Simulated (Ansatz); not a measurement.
**Strength of the C–Ge bond: GeH2(CH3)2 → GeH2(CH3) + CH3**

Species: GeH2(CH3)2, singlet; GeH2(CH3), doublet; CH3 `[CH3]`, doublet. 

Shapes, held fixed at every level: PBE0-D4/def2-TZVP. Programs: Ansatz 0.2.0. The zero-point and thermal change to 298 K, harmonic and unscaled (PBE0-D4/def2-TZVP), is -17.0 kJ/mol.

| level | kind | ΔH(298 K) (kJ/mol) | less CCSD(T)/def2-TZVPP |
| --- | --- | --- | --- |
| SPW92/def2-TZVPP | LDA | +387.0 | +52.3 |
| B3LYP-D4/def2-TZVPP | global hybrid | +317.8 | -16.9 |
| BHLYP-D4/def2-TZVPP | global hybrid | +313.7 | -21.0 |
| r2SCAN0-D4/def2-TZVPP | global hybrid | +308.8 | -25.9 |
| wB97M-V/def2-TZVPP | range-separated hybrid | +335.1 | +0.4 |
| wB97X-V/def2-TZVPP | range-separated hybrid | +342.7 | +8.0 |
| MP2/def2-TZVPP | perturbation theory | +347.7 | +13.0 |
| CCSD(T)/def2-TZVPP | coupled cluster or CI | +334.7 | 0.0 |

The highest level, CCSD(T)/def2-TZVPP, gives ΔH(298 K) = +334.7 kJ/mol; the levels span +308.8 to +387.0. The column of differences is taken from that level and isn't an error. No measured value is set beside it here. Open shells run unrestricted unless RO is named. Relativity is left out for Ge unless named. Correlated rows may include outer-core shells of Ge, which these sets cover unevenly.

Breaking the C–Ge bond costs +334.7 kJ/mol at the coupled-cluster level, which fits a strong, largely covalent σ bond. Overlap between carbon and the diffuse germanium 4s/4p valence shell is poorer than in a C–C bond, though the bond's polarity recovers part of the loss. Of the two radicals, methyl gains by flattening, whereas the germyl centre stays pyramidal and keeps much s character in its singly occupied orbital.

Homolysis separates an electron pair, so the result depends on how evenly a method treats the intact bond and the two radicals. LDA shows its familiar overbinding, probably because its exchange error cancels poorly between molecule and fragments. All three global hybrids fall below coupled cluster, and both range-separated ones lie above it. B3LYP and BHLYP differ little despite very different shares of exact exchange, so that share alone doesn't set the bond strength. The near-coincidence of wB97M-V with CCSD(T) doesn't establish it as the most accurate functional here, since a larger basis would probably raise the coupled-cluster value.
